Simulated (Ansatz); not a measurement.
[P2H3]− (SMILES [PH-]P): the energy, rung by rung

[P2H3]−: 5 atoms, total charge -1, spin state singlet. As SMILES, `[PH-]P`. Geometry: relaxed at GFN2-xTB. This is one conformer, not always the lowest.

```xyz
5

P     0.7902   -1.1094    0.1438
P    -0.4775    0.5463    0.0761
H     0.2795   -1.4626    1.3644
H    -0.9839    0.4702   -1.2282
H     0.3917    1.5555   -0.3561
```

Quantity: the energy change with the P1–H3 bond stretched from 1.369 to 1.712 Å, in eV. The values are calculated.

| level | kind | program | value (eV) | less FCI/STO-3G |
| --- | --- | --- | --- | --- |
| HF/STO-3G (restricted) | Hartree–Fock | Ansatz | 0.91 | +0.33 |
| SVWN5/STO-3G (restricted) | LDA | Ansatz | 0.57 | -0.01 |
| PBE/STO-3G (restricted) | GGA | Ansatz | 0.49 | -0.09 |
| revPBE/STO-3G (restricted) | GGA | Ansatz | 0.46 | -0.12 |
| r2SCAN0/STO-3G (restricted) | hybrid meta-GGA | Ansatz | 0.70 | +0.12 |
| B2PLYP/STO-3G (restricted) | double hybrid | Ansatz | 0.64 | +0.06 |
| MP2/STO-3G (restricted) | perturbation theory | Ansatz | 0.71 | +0.13 |
| CCSD(T)/STO-3G (restricted) | coupled cluster or CI | Ansatz | 0.58 | 0.00 |
| CCSDTQ/STO-3G (restricted) | coupled cluster or CI | Ansatz | 0.58 | 0.00 |
| FCI/STO-3G | exact in the basis | Ansatz | 0.58 | 0.00 |

FCI/STO-3G is exact within its basis and frozen core, so for wave-function methods in that basis the difference is their error; functionals converge differently with the basis, so for them it is only a difference. Sets without diffuse functions describe the anion poorly. The first shape isn't each level's own minimum. The values span 0.46 to 0.91 eV. All rows use very small basis sets, so even the best lies far from the true value.

Stretching the P–H bond costs most in Hartree–Fock, 0.91 eV against the exact in-basis 0.58 eV. As the bond lengthens, the σ and σ* orbitals draw closer in energy and left-right correlation grows. A single restricted determinant misses this and keeps too much ionic character, so the stretched structure is placed too high. MP2 recovers more than half of the error, while CCSD(T) already matches FCI to the printed precision. This suggests that the stretched bond is still dominated by one configuration, and that connected quadruple excitations matter little for this energy difference.

Among the functionals, the three without exact exchange fall below FCI and the two with it lie above, consistent with exchange admixture bringing back part of the Hartree–Fock stiffness. The decrease from SVWN5 through PBE to revPBE fits the usual weakening of LDA overbinding by gradient corrections. The closeness of SVWN5 to FCI is therefore probably fortuitous and doesn't make it the better functional for P–H bonds. The agreement of CCSD(T) with FCI can't be assumed to persist towards dissociation, where near-degeneracy may become severe.
